**Filling in the bottom of the C–Ga well in triplet H$_2$C–GaH**

The coordinates of this CH$_3$Ga molecule are those of planar H$_2$C–GaH, with two hydrogens on carbon, one on gallium and a C–Ga–H angle of about 120°. It is a different species from methylgallium, and the scan distance $r$ is the C–Ga separation, stretched at fixed fragment geometry with the molecule as a whole in a triplet state. Two points near the bottom of the well are hidden below. The question is how well their neighbours fix them at each level of theory, and how far out a curve fitted to the well can be trusted.

Rigid C–Ga stretch of neutral triplet H$_2$C–GaH, computed with Ansatz 0.2.0 at UHF, coupled-cluster and unrestricted B3LYP and WB97M V levels in the cc-pVDZ basis, without relativity. The fragments keep their PBE0/def2-TZVP geometry, and each level's energies count from the start of the scan. Coupled cluster freezes the C 1s and Ga 1s–3d shells.

| scan distance (Å) | UCCSD(T), energy from the start of the scan (kJ/mol) | B3LYP, energy from the start of the scan (kJ/mol) | UCCSDT, energy from the start of the scan (kJ/mol) | RCCSD(T), energy from the start of the scan (kJ/mol) | UHF, energy from the start of the scan (kJ/mol) | WB97M V, energy from the start of the scan (kJ/mol) |
| --- | --- | --- | --- | --- | --- | --- |
| 1.572 | 236.50 | 212.60 | 236.90 | 236.60 | 229.90 | 205.60 |
| 1.793 | 34.80 | 29.70 | 35.10 | 34.90 | 31.50 | 25.80 |
| 1.956 | ? | ? | ? | ? | ? | ? |
| 2.122 | ? | ? | ? | ? | ? | ? |
| 2.414 | 69.10 | 68.30 | 68.00 | 68.70 | 75.90 | 82.10 |
| 2.655 | 124.20 | 119.30 | 122.20 | 123.30 | 120.80 | 140.00 |
| 3.097 | 185.20 | 180.60 | 184.00 | 184.80 | 155.00 | 202.80 |
| 3.578 | 198.90 | 205.70 | 199.20 | 198.20 | 162.40 | 221.70 |
| 4.361 | 201.10 | 215.30 | 201.60 | 200.40 | 163.20 | 228.80 |
| 5.301 | 201.80 | 217.00 | 202.40 | 201.20 | 163.10 | 230.80 |
| 6.495 | 202.20 | 217.30 | 202.70 | 201.60 | 163.20 | 231.50 |

Each column is an energy in kJ/mol, counted from the start of the scan at that level. U marks an unrestricted reference determinant and R a restricted open-shell one. UCCSDT, with full triple excitations, serves as the yardstick, and every error quoted here is an error against it in the same small basis, not against nature. No visible row is zero, so the start of the scan is probably one of the hidden points.

**What the curve should look like**

Close to equilibrium a single bond is a balance of two overlap effects. The shared pair pulls the atoms together, and the filled shells push them apart over a shorter range. Both fall off roughly exponentially with distance, which gives a steep inner wall and a softer outer side. As long as the electrons keep the same arrangement, a few points on either side pin down the bottom of the well.

Farther out the arrangement has reason to change. Ground-state CH$_2$ is a triplet and ground-state GaH a singlet, so the lowest triplet limit has both unpaired electrons on carbon. The likely picture near the minimum, which is a guess that fragment spin densities along the scan would test, is a C–Ga $\sigma$ pair with one unpaired electron on each fragment. Splitting that pair evenly would leave GaH with two unpaired electrons, an excited fragment and a higher limit. The molecule can avoid this cost if the gallium electron of the breaking bond pairs up on GaH, and the curve then bends away from the inner well towards the lower limit. Symmetry permits this. At the innermost row one unpaired electron sits in an orbital symmetric in the molecular plane and the other in an antisymmetric one, and triplet CH$_2$ beside closed-shell GaH has the same two symmetries.

This picture says which rows to use. The four visible rows below 2.7 Å belong to the inner well, and the rows beyond belong to the bend and the plateau. The last of the four, at 2.655 Å, is suspect for one column: UHF lies 7.9 above UCCSDT at 2.414 Å and already 1.4 below it one row later. UHF has begun to flatten sooner than the other levels.

**The model and one worked row**

An attraction that decays as $e^{-ar}$ and a repulsion that decays as $e^{-2ar}$ give the Morse form. With $t=e^{-a(r-2\,\text{Å})}$ it is a quadratic,

$$E = A + bt + ct^2 = E_\text{min} + D\left[1-e^{-a(r-r_e)}\right]^2 .$$

The minimum lies at $t_m=-b/2c$, so that $r_e = 2\,\text{Å}-\ln t_m/a$ and the depth is $D=ct_m^2$. The limit at large $r$ is $A=E_\text{min}+D$, and the curvature at the minimum is $k=2Da^2$. For a trial range parameter $a$, the three innermost visible rows fix $A$, $b$ and $c$, and $a$ is then tuned until the curve also passes through the fourth row. Four rows fix four constants, so the fit has no residual of its own, and the offset is left free.

For UCCSDT this gives $r_e=1.988$ Å, $a=1.53$ Å$^{-1}$, $E_\text{min}=-1.2$ and $A=301$ kJ/mol. The position and the curvature are the constants to take seriously. Depth and range trade against each other at fixed $k$ and carry no separate meaning here. The second hidden row, which took no part in the fit, follows in three steps.

$$r-r_e = 2.122-1.988 = 0.134\ \text{Å},\qquad a(r-r_e)=0.205$$

$$\left[1-e^{-0.205}\right]^2 = 0.1854^2 = 0.0344,\qquad D = 301+1.2 = 302$$

$$E = -1.2 + 302\times 0.0344 = 9.2\ \text{kJ/mol}$$

The order of the levels at this row is set mostly by where each puts its minimum. The same fit places the WB97M V minimum at 1.956 Å, which leaves the row 0.166 Å out in place of 0.134 Å. Since the energy grows roughly as the square of the displacement, that alone raises it by about half, while the fitted curvature is only 7 % larger. A level with a shorter bond therefore lies lower on the wall and higher on the stretched side, as WB97M V does in the visible rows.

The error bar comes from changing the model. One alternative is a cubic in $1/r$ through the same four rows. The other is a Morse curve through the three innermost rows with $a$ borrowed from UCCSDT, which keeps a column's own suspect row out. For UCCSDT this is the same curve again, so its bar rests on the cubic and the rounding alone. The bar is the larger of the two shifts plus the effect of rounding in the table's energies and distances, which the steep wall amplifies to about 0.5 kJ/mol.

**Predictions**

The row at 1.956 Å is expected to be the lowest at every level. The forecast there is $0\pm3$ for coupled cluster and the functionals, probably exactly zero as the start of the scan. In that case the row tests the interpolation and supplies no independent energy. For the longer hidden distance the levels should fall in the order coupled cluster, B3LYP, WB97M V, with UHF above coupled cluster, and the four-row UHF fit should come out too high at both rows. The list gives the four-row Morse value with its bar and the forecast range, in kJ/mol.

- UCCSDT: $-0.5\pm2.6$ at 1.956 Å; $9.2\pm2.5$ at 2.122 Å, forecast 6–12.
- UCCSD(T): $-0.6\pm2.7$; $9.4\pm2.6$, forecast 6–12.
- RCCSD(T): $-0.5\pm2.7$; $9.4\pm2.6$, forecast 6–12.
- B3LYP: $-0.1\pm2.4$; $11.3\pm2.3$, forecast 8–14.
- WB97M V: $-0.2\pm2.6$; $16.1\pm2.5$, forecast 13–19.
- UHF: $4.8\pm6.0$, forecast $-2$ to $+5$; $19.6\pm7.9$, forecast 11–20.

The withheld rows as computed:

| scan distance (Å) | UCCSD(T), energy from the start of the scan (kJ/mol) | B3LYP, energy from the start of the scan (kJ/mol) | UCCSDT, energy from the start of the scan (kJ/mol) | RCCSD(T), energy from the start of the scan (kJ/mol) | UHF, energy from the start of the scan (kJ/mol) | WB97M V, energy from the start of the scan (kJ/mol) |
| --- | --- | --- | --- | --- | --- | --- |
| 1.956 | 0.00 | 0.00 | 0.00 | 0.00 | 0.00 | 0.00 |
| 2.122 | 9.60 | 11.00 | 9.30 | 9.50 | 13.40 | 15.70 |

**Hits and misses**

The shorter hidden row is the zero of every column and the lowest row of every column. Forecasting that zero took only the way the energies are counted, but the Morse curves had a free offset and still pass within 0.6 kJ/mol of it at the five correlated levels. The grid itself does not locate the minima more finely. Their fitted positions are supported only in that curves built on them reproduce both hidden rows.

The row at 2.122 Å is the real test. UCCSDT gives 9.3 against the predicted 9.2, and at none of the five correlated levels does the Morse value miss by more than 0.4 kJ/mol. All values lie in their forecast ranges and in the forecast order. Misses this small are of the size of the propagated rounding and need no cause.

The bars for these five levels were too cautious by a factor of four or more. They were set by the cubic in $1/r$, which came out about 2 kJ/mol too high at both rows. The comparison shows that the exponential form describes this well better than that cubic through the same points. It does so on two rows bracketed by fitted ones, which is interpolation.

UHF is the miss. The four-row curve is too high by 4.8 at the shorter hidden row and by 6.2 kJ/mol at the longer, in the forecast direction and inside bars that were wide for that reason. The three-row curve, without the suspect row, gave 12.1 at the longer distance against the computed 13.4. Dropping that one row, with $a$ borrowed from UCCSDT in its place, removes most of the error. The miss therefore enters through the row at 2.655 Å, as an early bend of UHF would make it do.

The cubic gave no warning of this, since it predicted 20.0 where the four-row Morse curve predicted 19.6. Both passed through the same bent row and inherited the same error. Agreement between two fitting functions tests the functions. Whether all rows belong to one well needs another test, such as changing the rows used or comparing the column with a better level.

**Where the well ends**

Outside the fitted range the Morse curve is too high at every level and every row. For UCCSDT the excess is 16.0 kJ/mol at 3.097 Å, and the curve heads for 301 while the table levels off at 202.7. An extrapolation from the well would thus overstate the cost of separation by nearly half. This is what a change to a lower limit would produce, though it is no proof, since a Morse depth taken from near-well points is poorly determined in any case.

A second observation fits the same picture. Restricted coupled cluster with perturbative triples is known to break down when a pair bond splits evenly into two radicals. Here RCCSD(T) stays within 1.2 kJ/mol of UCCSDT in all rows and UCCSD(T) within 2.0. Triplet CH$_2$ beside closed-shell GaH is well described by one determinant, so theory expects both ends of the curve to be easy for a single reference. The agreement of R and U references also suggests that the spin contamination flagged in all rows hardly affects the coupled-cluster curve, and the order of these three columns deserves no reading.

UHF makes the most abrupt turn against the yardstick. Its error against UCCSDT climbs while the bond is intact, the usual stiffness of an uncorrelated pair, then drops to $-29.0$ at 3.097 Å and ends at $-39.5$ kJ/mol, a plateau 19.5 % too low. The low plateau is standard, because the bonded molecule holds more correlation energy than its fragments. That the sudden turn marks a switch of UHF to another solution is a guess. Spin contamination is slight at the innermost row, where $\langle S^2\rangle$ is 2.008 against 2 for a pure triplet, but its size near the turn is not given. Unrestricted levels in these runs can fall towards a higher spin, and coupled cluster picks its determinant by trial, so UHF, the functionals and the yardstick need not follow the same state out to the plateau. The gaps between their plateaus may contain such a difference as well as the error of each level.

The functionals err in the other direction. At the last row B3LYP lies 14.6 and WB97M V 28.8 kJ/mol above UCCSDT, or 7.2 % and 14.2 % of its plateau. Coupled cluster converges slowly with basis size and tends to underbind in a double-zeta basis, and basis superposition affects each column differently. The yardstick also leaves the gallium 3d shell uncorrelated, while the functionals treat all electrons. Part of the gap may therefore belong to the yardstick, and these runs leave that division untested. The functionals were run without a dispersion term, so WB97M V lacks the nonlocal correlation that belongs to it, and its column does not test the complete functional. The missing attraction would be expected to raise the plateau further, so its absence does not explain the excess.

The functionals also approach their plateaus more slowly. From 3.578 Å to the last row B3LYP still rises by 11.6 and WB97M V by 9.8, against 3.5 kJ/mol for UCCSDT. An added dispersion term cannot be the source, since neither functional has one here, and the cause is left open. A scan stopped at 3.578 Å has nearly converged for coupled cluster and has not for the functionals. The plateaus of all columns are energies of rigid fragments, without zero-point motion, with gallium nonrelativistic and, in the coupled-cluster columns, its d shell left uncorrelated, so none is a dissociation energy to set beside experiment.

**What to do about it**

To fill the gap near this minimum, a Morse curve through two points on each side was enough at the five correlated levels. The method assumes that all four points belong to the same well. The check is to difference the column against a better level and look for an abrupt turn, then to refit without the outermost point, with $a$ borrowed from the better level. A large shift on refitting identifies the column to distrust, as it did for UHF. The fitted depth should be discarded, and the limit computed from a long-distance point or from the fragments in the lowest states that can combine to the right total spin and spatial symmetry.

For a neighbouring bond the question to ask first is whether the lowest fragments of the right total spin and symmetry are those that an even split of the bond would give. If they differ, as argued here, the curve can be expected to level off below the extrapolated well. Agreement in the middle of a scan says little about its ends. B3LYP stays within 3.4 kJ/mol of UCCSDT from 1.956 to 3.097 Å, yet it is 24.3 too low on the wall and too high on the plateau.

Alkylgallium compounds serve as precursors for vapour-phase growth of gallium arsenide and gallium nitride layers, where Ga–C cleavage releases the gallium and leftover carbon acts as an impurity. This triplet fragment is no model of those precursors, and its energies should not be carried over to them. What carries over is a caution: two levels can agree to a few kJ/mol around the bottom of a Ga–C well and still differ clearly on the cost of breaking the bond, as B3LYP and UCCSDT do here by 14.6 kJ/mol, and such a cost enters a decomposition rate exponentially.
